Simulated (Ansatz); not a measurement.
A series in wave cutoff on MgTiH₄

Results calculated with Ansatz 0.2.0, not measured. One setting of a density functional single point varied, free energy counted from the run at the reference value, pressure positive in compression; periodic cell, basis, potentials, k mesh and filling as listed.

Structure of every row (space group P4/mmm, No. 123):
```
CELL_PARAMETERS angstrom
3.14900 0.00000 0.00000
0.00000 3.14900 0.00000
0.00000 0.00000 4.69770
ATOMIC_POSITIONS crystal
Mg 0.50000 0.50000 0.50000
Ti 0.00000 0.00000 0.00000
H 0.00000 0.50000 0.76448
H 0.50000 0.00000 0.76448
H 0.00000 0.50000 0.23552
H 0.50000 0.00000 0.23552
```

Settings of every row: functional LDA; dispersion none; potentials PAW; k mesh 8x8x6; k shift 0x0x0; occupations fermi dirac; smearing width 0.15 eV; spin none; varied setting wave cutoff; reference wave cutoff 450 eV.

Limits: coarse k mesh, up to 40 meV an atom off; cutoff under the advised one; the cell comes from a prototype or a list of computed structures and needn't be the stable phase.

| row | wave cutoff (eV) | energy less reference (meV/atom) |
| --- | --- | --- |
| 1 | 250 | 261.2 |
| 2 | 300 | 45.23 |
| 3 | 350 | ? |
| 4 | 400 | 1.34 |
| 5 | 450 | 0 |

Question: what energy less reference should row 3 give?

Worked fit of energy less reference. Measure energy less reference from the row at the highest cutoff, 0.00 meV/atom, and take the logarithm of what remains: 250 → 5.57, 300 → 3.81, 400 → 0.29. A straight line through these is ln|rest| = 14.356 − 0.03516 × cutoff, so the rest falls by a factor of e every 28.4 eV; from 3 rows that is a rough guide, not a law, and the row at the highest cutoff isn't the limit itself. At 350 eV the line gives ln|rest| = 2.050, a rest of 7.77 meV/atom, and so 0.00 + 7.77 = 7.77 meV/atom.

The calculation gave 7.44 meV/atom. The fit lies 0.33 meV/atom (4.4 % of the value, 0.13 % of the column's range) above it; its largest miss of a shown row is 0.19 meV/atom.
